# How does the pair energy of field-aligned molecules respond to each knob?

**Question.** Two ground-state KRb molecules are pinned $R=200$ nm apart in a field $E=10$ kV/cm perpendicular to the line joining them. What happens to their interaction when one thing is changed?

## The result

With $\theta_A,\theta_B$ measured from the same direction $\hat{\mathbf R}$ of the intermolecular axis and $\phi=\phi_A-\phi_B$, the operator $[\boldsymbol\mu_A\cdot\boldsymbol\mu_B-3(\boldsymbol\mu_A\cdot\hat{\mathbf R})(\boldsymbol\mu_B\cdot\hat{\mathbf R})]/4\pi\epsilon_0R^3$ becomes

$$U=-\frac{\mu_A\mu_B}{4\pi\epsilon_0R^3}\,(2\cos\theta_A\cos\theta_B-\sin\theta_A\sin\theta_B\cos\phi).$$

In units of the prefactor, head-to-tail gives $-2$ and side-by-side antiparallel $-1$.

The molecules are rotors, $H=hB\,N(N+1)-\mu E\cos\gamma$, with $\gamma$ the angle between dipole and field. To first order, $U$ is averaged over a product of ground states, which replaces each dipole by $d=\mu\langle\cos\gamma\rangle$ along the field. With $\theta$ the angle between field and axis,

$$U=\frac{d_Ad_B}{4\pi\epsilon_0R^3}(1-3\cos^2\theta),\qquad \frac{(1\ \mathrm D)^2}{4\pi\epsilon_0hR^3}=18.9\ \text{kHz at 200 nm}.$$

$\langle\cos\gamma\rangle$ depends only on $\beta=\mu E/hB$, and $1\ \mathrm{D\,kV/cm}=h\times0.503$ GHz. It starts as $\beta/3$ and saturates towards 1. Approximate inputs: KRb $\mu=0.57$ D, $B=1.11$ GHz; NaK $\mu=2.7$ D, $B=2.8$ GHz.

## Predict first

- **Tilt.** For a tilt $\delta$ off perpendicular the factor is $1-3\sin^2\delta$, so the first loss is quadratic. The sign flips at $\cos^2\theta=1/3$, $\theta=54.7^\circ$, and $\theta=0$ gives $-2$ times the baseline.
- **Reverse the field.** Both dipoles flip, so nothing changes.
- **Stretch $R$ by 10 %.** Same sign; linearising gives $-30$ %, and convexity of $R^{-3}$ makes the true drop smaller.
- **Halve the field.** $U\propto d^2$ would fall to 1/4 if $d$ were linear in $E$ and stay put if saturated. Expect something between.
- **Swap to NaK.** $(2.7/0.57)^2=22$ is a lower bound, because $\mu/B$ is larger and NaK aligns better. Swapping one partner gives the geometric mean of the two pure pairs.

## Then calculate

Diagonalise $H$ in $|N,M=0\rangle$ with $\langle N{+}1|\cos\gamma|N\rangle=(N+1)/\sqrt{(2N+1)(2N+3)}$. Intermediates are carried unrounded.

| molecule, field | $\beta$ | $\langle\cos\gamma\rangle$ | $d$ (D) |
|---|---|---|---|
| KRb, 10 kV/cm | 2.6 | 0.55 | 0.31 |
| KRb, 5 kV/cm | 1.3 | 0.36 | 0.21 |
| NaK, 10 kV/cm | 4.9 | 0.67 | 1.8 |

| change | factor | $U/h$ (kHz) |
|---|---|---|
| baseline | 1 | +1.8 (88 nK) |
| $\theta=80^\circ$ | 0.91 | +1.7 |
| $\theta=0$ | $-2$ | $-3.7$ |
| $R=220$ nm | 0.75 | +1.4 |
| 5 kV/cm | 0.45 | +0.81 |
| one NaK | 5.9 | +11 |
| both NaK | 34 | +63 |

All signs and bounds hold. The linear formula would give $\beta/3=0.86$ at the baseline against 0.55, so do not use it here. Better alignment supplies the extra factor 1.5 for NaK.

## What survives at 54.7°?

The slope there is $2\sqrt2$ prefactors per radian, so a $1^\circ$ misalignment towards perpendicular restores $+90$ Hz for KRb. Exactly at the zero, higher multipoles remain. The field also aligns the quadrupole moment $\Theta$ (taken about the centre of mass), with $\langle P_2(\cos\gamma)\rangle=0.18$ at the baseline. With $z$ along the field and $q=\Theta\langle P_2\rangle$, the first-order quadrupole–quadrupole energy is

$$U_{qq}=\frac{q_Aq_B}{4\pi\epsilon_0}\,\frac14\,\partial_z^4\frac1R=\frac{6q_Aq_B}{4\pi\epsilon_0R^5}P_4(\cos\theta),\qquad P_4=-\tfrac{7}{18}\ \text{at } 54.7^\circ.$$

A typical $\Theta\approx15$ a.u. gives about $-h\times0.15$ Hz for KRb. A dipole–octupole term has the same $P_4/R^5$ form and is not estimated here. The dipole–quadrupole term, of magnitude $3|(d_Aq_B-q_Ad_B)P_3(\cos\theta)|/4\pi\epsilon_0R^4$, cancels for identical molecules. For KRb–NaK it survives, at tens of hertz if the two $\Theta$ are similar.

The attractive $R^{-6}$ terms come next. Second-order rotational mixing has the scale $(\mu^2/4\pi\epsilon_0R^3)^2/2hB$, which is $h\times0.02$ Hz for KRb and $h\times3$ Hz for NaK. Electronic dispersion with a typical $C_6\sim10^4$ a.u. adds about $h\times0.02$ Hz. At the exact zero the KRb residual is thus led by $R^{-5}$, while for two NaK with a similar $\Theta$ the rotational $R^{-6}$ term is the larger. For KRb all of these lie far below 90 Hz, so in practice angle control sets the residual.

## Which geometry wins?

Antiparallel at distance $R_s$ beats head-to-tail at $R_e$ when $1/R_s^3>2/R_e^3$, that is $R_e/R_s>2^{1/3}=1.26$. For elongated molecules in contact their shape fixes that ratio. Here the trap fixes the distances, and a uniform field keeps ground-state dipoles parallel, so the antiparallel pair is unavailable. The number still matters: a head-to-tail neighbour at 252 nm contributes $-1.8$ kHz and cancels the repulsion of a side-by-side neighbour at 200 nm. Further out, repulsion dominates.